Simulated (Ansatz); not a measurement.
## Electron–phonon coupling and T_c of YbAg, calculated with Ansatz

Space group Pm-3m (No. 221), 2 atoms in the cell of the first input below: a = 3.575 Å, b = 3.575 Å, c = 3.575 Å, α = 90.00°, β = 90.00°, γ = 90.00°.

The cell was built from a prototype of a structure type listed for this compound, relaxed without spin–orbit coupling to zero pressure (pressure 0.0 GPa with this functional, without spin–orbit coupling). Functional: PBEsol.

Input:

```yaml
crystal:
  lattice:
    - [3.5750141681, 0.0, 0.0]
    - [0.0, 3.5750141681, 0.0]
    - [0.0, 0.0, 3.5750141681]
  atoms:
    - { symbol: Yb, position: [0.0, 0.0, 0.0] }
    - { symbol: Ag, position: [0.5, 0.5, 0.5] }
basis:
  ecutwfc: 420
  ecutrho_ratio: 4
kpoints:
  mp_grid: { grid: [10, 10, 10] }
hamiltonian:
  xc: pbesol
scf:
  occupations: { method: methfessel_paxton, width: 0.2 }
output: {}
phonons:
  supercell: [2, 2, 2]
  qpath:
    path:
      - [[0.0, 0.0, 0.0], [0.0, 0.5, 0.0], [0.5, 0.5, 0.0], [0.0, 0.0, 0.0], [0.5, 0.5, 0.5], [0.0, 0.5, 0.0]]
      - [[0.5, 0.5, 0.5], [0.5, 0.5, 0.0]]
    npoints: 6
  electrical_resistivity: { mesh: [20, 20, 20], temperatures: [50, 100, 200, 300, 500] }
  superconductivity: { mesh: [20, 20, 20], eliashberg_equations: false }
```

```bash
ansatz run input.yaml --threads 8 --pin off --max-ram 15360MiB --backend cpu --events-out ev --progress --plain --runs-dir out
```

Time: 4.7 min on 8 threads of Arm Neoverse V2, with other jobs on the host, peak memory 8.4 GiB.

On the finest mesh λ = 0.1564, ω_log = 7.626 meV, N(E_F) = 1.197 states per eV, spin and cell. λ by mesh: 20×20×20 0.156, 10×10×10 0.155, 5×5×5 0.230. ω_log by mesh: 7.63, 7.73, 8.16 meV.

Q: What T_c does McMillan's formula in the Allen–Dynes form give for μ* = 0.10?

A: T_c = (ω_log/1.2) exp[−1.04(1+λ)/(λ − μ*(1+0.62λ))] = (88.50 K/1.2) × exp(−1.2027/0.0467) = a value under 10^-9 K, that is no superconductivity at this level.

Caveats: 4f levels without a Hubbard U lie too near the Fermi level; no spin-orbit coupling, which matters for these elements; small supercell, couplings not converged in it.

The calculated coupling is very weak: λ barely exceeds the Coulomb repulsion term, so the exponent in the formula suppresses T_c almost completely. The low ω_log fits two heavy elements, but it is not what limits pairing. Soft modes favour a large λ at fixed electronic matrix elements, so the small value suggests that the states at the Fermi level scatter weakly from the lattice vibrations. This is plausible for divalent Yb with a filled 4f shell and Ag with a filled 4d shell, where conduction rests mainly on broad s, p and Yb 5d states. Any 4f weight in N(E_F) would probably add to the density of states without a matching gain in coupling.

The two finer meshes agree closely in λ, and even the larger value from the coarsest one would leave T_c far below a kelvin. The result therefore gives no sign of phonon-mediated superconductivity in this cubic phase at zero pressure, though the exact size of so small a T_c has no physical meaning.
